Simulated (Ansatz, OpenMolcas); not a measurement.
CHFGaN (SMILES N#[C][GaH][F]): the electronic atomisation energy, rung by rung

CHFGaN: 5 atoms, total charge 0, spin state singlet. SMILES: `N#[C][GaH][F]`. Geometry: relaxed at PBE0-D4/def2-TZVP.

```tsv
atom	x (Å)	y (Å)	z (Å)
N	1.2140	-1.6572	1.2660
C	0.6410	-0.8647	0.6563
Ga	-0.2597	0.5190	-0.3455
F	-1.7247	-0.0535	-1.0926
H	0.1792	1.9827	-0.5256
```

Each level gives the electronic atomisation energy (eV). The values are calculated. Electronic energies at fixed atoms, without zero-point motion or spin-orbit coupling.

```tsv
level	kind	program	value (eV)	CPU time (all runs)
SVWN5/cc-pVDZ	LDA	Ansatz	22.66	4.8 s
PBE/cc-pVDZ	GGA	Ansatz	20.03	7.2 s
TPSS/cc-pVDZ	meta-GGA	OpenMolcas	19.45	80 s
M06-2X/cc-pVDZ	hybrid meta-GGA	OpenMolcas	19.30	67 s
PBE0/cc-pVDZ	global hybrid	OpenMolcas	19.12	52 s
HSE06/cc-pVDZ	range-separated hybrid	Ansatz	19.14	8.7 s
PBE-QIDH/cc-pVDZ	double hybrid	Ansatz	18.80	9.5 s
MP2/cc-pVDZ	perturbation theory	Ansatz	18.89	2.9 s
BCCD(T)/cc-pVDZ	coupled cluster or CI	Ansatz	17.94	15 s
```

All-electron rows without a relativistic Hamiltonian named are non-relativistic. Correlated wave functions underbind in double-zeta sets. The values span 17.94 to 22.66 eV. In the correlated wave-function rows the outer d shell of Ga is correlated, in sets not made for it. Times are those of the runs behind each value, whatever else they computed, on shared processors of several kinds: orders of magnitude only.

The computed binding falls steeply from LDA to PBE and more gently after that, with HSE06 and MP2 each slightly above the row before. LDA overbinds because it misses more exchange energy in the separated atoms, with their strongly inhomogeneous densities, than in the molecule. Gradient corrections restore much of that imbalance. Exact exchange lowers the value further from PBE to PBE0, as expected for a molecule with a C≡N triple bond, where semilocal exchange mimics part of the left-right correlation and tends to overbind. PBE0 and HSE06 nearly coincide, since screening the long-range exchange matters little in so compact a molecule.

MP2 lies well above BCCD(T), 18.89 against 17.94 eV, probably because second-order theory exaggerates pair correlation in the cyano π system, which the coupled-cluster treatment damps. The distance from the functionals to BCCD(T) is not a measure of their error, as the small basis holds back the correlated value far more. A total atomisation energy also leaves open how the binding is shared among the Ga–C, Ga–F and Ga–H bonds.
